**Question: Why is fcc Sb stiffer than fcc Mg although its atoms are larger, and why does Be beat P?**

I am comparing bulk moduli of five elements, all calculated as fcc metals with BLYP. From Rb to Be the modulus rises about fiftyfold, while the volume per atom shrinks about twelvefold. So I took "small atoms are stiff, large atoms are soft" as my rule.

Elements of the s and p block in the fcc structure, calculated with Ansatz 0.2.0 using BLYP and plane-wave PAW, scalar-relativistic and without spin polarisation. The plane-wave cutoff is 420 eV and the Fermi-Dirac smearing width 0.1 eV. Equilibrium volume and bulk modulus come from equation-of-state runs at uniformly scaled volumes.

| element | Z | valence electrons | k mesh | volume per atom, BLYP (Å³) | bulk modulus, BLYP (GPa) |
| --- | --- | --- | --- | --- | --- |
| Be | 4 | 2 | 19×19×19 | 7.89 | 119 |
| Mg | 12 | 2 | 13×13×13 | 23.69 | 30.2 |
| P | 15 | 5 | 15×15×15 | 16.75 | 66.9 |
| Rb | 37 | 1 | 9×9×9 | 95.24 | 2.32 |
| Sb | 51 | 5 | 12×12×12 | 30.37 | 45.2 |

Sb breaks the rule: its atoms are larger than those of Mg, yet it is harder to compress. I then tried valence electrons per volume. That puts Sb above Mg, but it also puts P above Be, and Be is clearly the stiffer of the two. What is really being compressed here, and why does each rule fail for one pair?

**Answer**

What you compress is mainly the gas of valence electrons between the ions. Your second rule is therefore the better starting point, but it treats all electrons alike and leaves out the ion cores. The bulk modulus is the pressure needed per relative change of volume. A pressure of 0.1 GPa, about a thousand atmospheres, shrinks Rb by roughly 4 % and Be by less than 0.1 %.

**Why crowded electrons resist compression**

Electrons confined to less space must have shorter wavelengths, and so more kinetic energy. The Pauli principle makes this costly, because each level holds only two electrons, and further ones have to take higher levels. The metal holds together because the attraction between electrons and ions outweighs this cost. At the equilibrium volume the outward push and the inward pull cancel, but on compression the push grows faster than the pull. This difference in growth is the stiffness.

The volume matters because it sets how crowded the electrons are. Going down a group, the number of valence electrons stays the same while the core gains shells and the atom grows. From Be to Mg the volume triples and the modulus falls to about a quarter. From P to Sb the volume nearly doubles and the modulus falls by a third.

Between groups the number of electrons changes as well, and this resolves your first puzzle. Sb takes up 28 % more volume than Mg, but it brings five valence electrons instead of two. Its electrons are therefore about twice as crowded. Rb is the opposite extreme, with a single valence electron in the largest volume of the table.

**An estimate from this picture**

Let $V$ be the volume per atom, $n$ the number of valence electrons per volume and $E_F$ the Fermi energy of a uniform electron gas of that density. The kinetic energy per atom varies as $V^{-2/3}$. The Coulomb attraction, together with exchange, varies as $V^{-1/3}$:

$$E(V) = A\,V^{-2/3} - C\,V^{-1/3}$$

Zero pressure requires $C\,V^{-1/3} = 2A\,V^{-2/3}$. Putting this into the bulk modulus $B = V\,\mathrm{d}^2E/\mathrm{d}V^2$ leaves two ninths of the kinetic energy per volume. In a uniform gas that energy density is $\tfrac{3}{5}\,nE_F$, so

$$B = \tfrac{2}{15}\,n\,E_F, \qquad E_F = \frac{\hbar^2}{2m}\,(3\pi^2 n)^{2/3},$$

where $m$ is the electron mass. Since $E_F$ itself grows with density, $B$ varies as $n^{5/3}$, and doubling the crowding roughly triples the stiffness.

Take Be as the example. Two electrons in 7.89 Å³ give $n = 0.2535$ Å⁻³. With $\hbar^2/2m = 3.81$ eV Å², the Fermi energy is 14.6 eV. Then

$$B = \tfrac{2}{15}\times 0.2535 \times 14.6 \approx 0.49\ \text{eV/Å}^3 \approx 79\ \text{GPa},$$

against 119 GPa in the full calculation. The formula has no adjustable constant, but it does take the calculated volume as its input. It estimates how stiff a metal is at a given volume, and leaves open why it has that volume.

The same estimate for all five elements is in the output below the text. For Be, Mg, P and Sb it is within a factor of about 2.5 of the calculated modulus. For Rb it is too low by a factor of six. It puts Sb above Mg, as it should, but by a factor of about three instead of one and a half. It also puts P above Be. The misses point to what the uniform gas leaves out.

**What the ion cores add**

Valence electrons are kept out of the space that the core electrons fill. This acts as an extra repulsion, and it rises more steeply on compression than the kinetic energy of the gas does. At a given volume it therefore adds stiffness. The estimate lacks this term, so it should come out too low, and for four of the five elements it does.

The shortfall should be worst for the largest core, which is that of Rb. Sb has more core electrons, but its stronger nuclear charge draws them in. For Rb, the balance of electron gas and attraction without a core term gives only about 0.4 GPa, while the full calculation gives 2.3 GPa. The core term is the natural explanation for most of this gap, although the calculation does not separate it out. The absolute values deserve some caution for all five elements, since BLYP does not reproduce the uniform electron gas correctly and the PAW datasets were made for another functional (PBE). In a metal as soft as Rb, even a small error in energy weighs heavily.

**Why P falls behind Be**

P is the one element whose calculated modulus lies below the estimate: 67 GPa against 104 GPa. Core repulsion can only widen that gap, so something must make P softer than a uniform gas of five electrons per atom. Be lies above its estimate. Either miss alone would be enough to reverse the estimated order.

My best guess for P is that its five valence electrons do not all take an equal part in bonding. Two of them come from the 3s level, which lies well below the 3p level. When such filled s levels on neighbouring atoms overlap, bonding and antibonding combinations are both largely occupied, and little net bonding remains. The pair would then stay largely with its own atom and add less to the shared electron gas than the estimate assumes.

If you leave out the s pair in P and Sb, the electrons per volume follow the order of the bulk moduli for all five elements. I chose that count after seeing the order, so it illustrates the idea and does not test it. It is also an extreme, since s and p states mix in a dense metal. Sb has such an s pair too, yet its modulus lies slightly above the estimate. Its larger core may make up for the loss, but the calculation does not show this.

**Be is unusual too**

The calculation also shows that Be is far from a free-electron metal. The evidence is the electronic entropy term caused by the smearing, which measures how many levels lie close to the Fermi energy. Scaling the value for Mg to the smaller volume of Be, as for free electrons, would give about 7 meV per atom. The calculation gives 2.8 meV. The other three elements follow the same scaling from Mg to within about 20 %.

Such a shortage of levels at the Fermi energy is a known feature of Be. Its core has no p shell, so the 2p electrons come close to the nucleus and feel the ions strongly. The resulting s–p bonding lowers occupied states and pushes empty ones up. It may also contribute to the stiffness of Be, but the low number of levels does not show by itself that it does.

**Using this for another element**

Stay within the s and p block, since the estimate does not describe the bonding by d electrons in transition metals. Compare elements in the same crystal structure and begin with valence electrons per volume, raised to the power 5/3. Then correct the result in words: expect more stiffness than the estimate if the core is large, as in the heavy alkali metals, and be wary of counting a low-lying s pair in full. With errors as large as those above, the estimate can rank metals that differ strongly, but not close neighbours.

The structure matters when you carry these numbers over to real materials. None of the five elements is fcc under ordinary conditions. For P and Sb the difference is drastic: here they are metals with twelve equal neighbours, whereas their usual forms have three close neighbours per atom. The fcc forms are held in place by symmetry in the calculation, and whether they would be stable was not tested. The moduli for P and Sb should therefore not be used for the substances in a laboratory bottle.

Numerical output:

```
Electrons per volume and stiffness:
  row  all valence electrons per Å³  without s pair of P and Sb per Å³  bulk modulus in GPa
   Be                        0.2535                             0.2535                  119
   Mg                       0.08442                            0.08442                 30.2
    P                        0.2985                             0.1791                 66.9
   Rb                        0.0105                             0.0105                 2.32
   Sb                        0.1646                            0.09878                 45.2
Balance of kinetic energy and attraction:
  row  estimate in GPa  computed in GPa  computed over estimate
   Be            79.09              119                   1.505
   Mg            12.66             30.2                   2.386
    P            103.9             66.9                  0.6441
   Rb           0.3922             2.32                   5.916
   Sb            38.52             45.2                   1.173
Density of states near the Fermi level from smearing entropy:
  row  entropy term in meV per atom  relative to free-electron scaling from Mg
   Be                         2.813                                     0.3827
   Mg                          15.3                                          1
    P                         19.71                                      1.196
   Rb                         30.51                                     0.9938
   Sb                         24.95                                      1.018
Volume per atom, Rb over Be (ratio): 12.07
Bulk modulus, Be over Rb (ratio): 51.29
Volume per atom, Mg over Be (ratio): 3.003
Bulk modulus, Be over Mg (ratio): 3.94
Volume per atom, Sb over P (ratio): 1.813
Bulk modulus, P over Sb (ratio): 1.48
Volume per atom, Sb over Mg (ratio): 1.282
Bulk modulus, Sb over Mg (ratio): 1.497
Valence electrons per volume, Sb over Mg (ratio): 1.95
Volume per atom, P over Be (ratio): 2.123
Bulk modulus, Be over P (ratio): 1.779
Valence electrons per volume, P over Be (ratio): 1.178
```
